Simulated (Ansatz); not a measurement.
## TiAgHg2: the change of pressure with volume scale

Results calculated with Ansatz 0.2.0, not measured. Periodic Kohn-Sham DFT of a crystal at fixed atoms, scaled to volume_scale times the given cell; pressure positive in compression, energy less spherical unpolarised free atoms, largest_vzz the field gradient of largest size among the nuclei.

The cell before it is scaled or strained (space group P4/mmm, No. 123):
```
TiAgHg2
1.0
      4.1500     0.0000     0.0000
      0.0000     4.1500     0.0000
      0.0000     0.0000     4.0600
Ti Ag Hg
1 1 2
Direct
  0.50000 0.50000 0.00000
  0.00000 0.00000 0.00000
  0.00000 0.50000 0.50000
  0.50000 0.00000 0.50000
```

Settings of every row: method all-electron PAW; functional PBEsol; relativity scalar; k mesh 8x8x8; filling fermi-dirac; smearing width 0.03 eV; nucleus gaussian.

Atom start moment: 0 on all atoms.

Limits: field gradient without spin-orbit coupling on heavy atoms; no gap: field gradients move with the k mesh; no spin-orbit coupling on heavy atoms.

```
row  volume scale  V (Å³/atom)  pressure (GPa)  largest V_zz (1e21 V/m^2)
  1          0.94       16.432          18.132                     15.147
  2          0.96       16.782          14.163                       14.9
  3          0.98       17.131          10.634                     14.654
  4          0.99       17.306           9.023                     14.558
  5             1       17.481               ?                          ?
  6          1.01       17.656            6.07                     14.326
  7          1.02        17.83            4.72                     14.213
  8          1.04        18.18           2.252                     13.992
  9          1.06        18.53           0.064                     13.782
```

Question: what pressure should row 5 give?

Worked fit of pressure. Take u = (V_r/V)^(2/3) − 1 with V_r = 17.481 Å³ an atom, which is twice the finite (Eulerian) strain; such expansions in the strain, on which the Birch-Murnaghan equation of state is built, carry the rest volume and the bulk modulus. The shown rows have u = 0.04212, 0.02758, 0.01357, 0.00673, -0.00662, -0.01309, -0.0258, -0.03811. Least squares give pressure = 7.5004 + 221.409 × u + 711.77 × u² + 584 × u³ GPa; a parabola predicts inner rows, each left out in turn, worse (root mean square 0.01 against 0.0042 GPa). The rows lie off it by -0.001, 0.002, -0.003, 0.000, 0.004, -0.003, 0.000, 0.000. The withheld row has u = 0, so the fit gives 7.5004 + 221.409 × (0) + 711.77 × (0)² + 584 × (0)³ = 7.500 GPa.

The calculation gave 7.502 GPa. The fit lies 0.002 GPa (0.011 % of the column's range) below it; its largest miss of a shown row is 0.004 GPa.

The other values of row 5: largest V_zz 14.441 1e21 V/m^2.
